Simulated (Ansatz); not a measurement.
Y: energy above lowest point and pressure against volume scale

Results calculated with Ansatz 0.2.0, not measured. Free energy against uniform scaling of the volume at fixed shape and fractions; periodic cell, basis, potentials, k mesh and filling as listed.

The cell before it is scaled or strained (space group P6_3/mmc, No. 194):
```
cell vectors (Å)
   3.6474     0.0000     0.0000
  -1.8237     3.1587     0.0000
   0.0000     0.0000     5.7306
atoms (fractions of the cell vectors)
Y   0.33333  0.66667  0.25000
Y   0.66667  0.33333  0.75000
```

Settings of every row: functional PBE; dispersion none; potentials PAW; wave cutoff 421.78 eV; density cutoff 1687.1 eV; k mesh 9x9x5; k shift 0x0x0; occupations fermi dirac; smearing width 0.1 eV; spin none; SCF threshold exponent -10.

Limits: coarse k mesh, up to 40 meV an atom off.

| row | volume scale | V (Å³/atom) | energy above lowest point (meV/atom) | pressure (GPa) |
| --- | --- | --- | --- | --- |
| 1 | 0.94 | 31.031 | ? | ? |
| 2 | 0.96 | 31.691 | 6.2 | 1.64 |
| 3 | 0.98 | 32.351 | 1.3 | 0.74 |
| 4 | 1 | 33.011 | 0 | -0.08 |
| 5 | 1.02 | 33.671 | 1.9 | -0.85 |
| 6 | 1.04 | 34.332 | 6.9 | -1.55 |
| 7 | 1.06 | 34.992 | 14.7 | -2.2 |

Question: what energy above lowest point and pressure should row 1 give?

Worked fit of energy above lowest point. Take u = (V_r/V)^(2/3) − 1 with V_r = 33.341 Å³ an atom, which is twice the finite (Eulerian) strain; such expansions in the strain, on which the Birch-Murnaghan equation of state is built, carry the rest volume and the bulk modulus. The shown rows have u = 0.03442, 0.0203, 0.00665, -0.00654, -0.01934, -0.03171. Least squares give energy above lowest point = 0.55 − 147.5 × u + 9242 × u² − 5531 × u³ meV/atom; a parabola predicts inner rows, each left out in turn, worse (root mean square 0.072 against 0.033 meV/atom). All shown rows lie on it to the printed digit. Its lowest point lies at u = 0.0080, or V = 32.94 Å³ an atom, and the curvature there gives the bulk modulus at fixed shape and fractions, B = (4/9)(1 + u)² E″(u)/V = 40 GPa. Letting shape and atoms relax would as a rule lower it, by much in layered, chain or molecular crystals. The withheld row has u = 0.04903, so the fit gives 0.55 − 147.5 × (0.04903) + 9242 × (0.04903)² − 5531 × (0.04903)³ = 14.9 meV/atom.

The calculation gave 15 meV/atom. The fit lies 0.1 meV/atom (0.67 % of the column's range) below it, one unit of the last digit. This row lies beyond the range of the fit.

Worked fit of pressure. Take u = (V_r/V)^(2/3) − 1 with V_r = 33.341 Å³ an atom, which is twice the finite (Eulerian) strain; such expansions in the strain, on which the Birch-Murnaghan equation of state is built, carry the rest volume and the bulk modulus. The shown rows have u = 0.03442, 0.0203, 0.00665, -0.00654, -0.01934, -0.03171. Least squares give pressure = −0.473 + 57.77 × u + 104.7 × u² GPa; a straight line predicts inner rows, each left out in turn, worse (root mean square 0.044 against 0.005 GPa). All shown rows lie on it to the printed digit. The pressure vanishes at u = 0.0081, or V = 32.94 Å³ an atom, and there the bulk modulus at fixed shape and fractions is B = −V dP/dV = (2/3)(1 + u) dP/du = 40 GPa. Letting shape and atoms relax would as a rule lower it, by much in layered, chain or molecular crystals. The withheld row has u = 0.04903, so the fit gives −0.473 + 57.77 × (0.04903) + 104.7 × (0.04903)² = 2.61 GPa.

The calculation gave 2.61 GPa. The fit meets it to the printed digit. This row lies beyond the range of the fit.
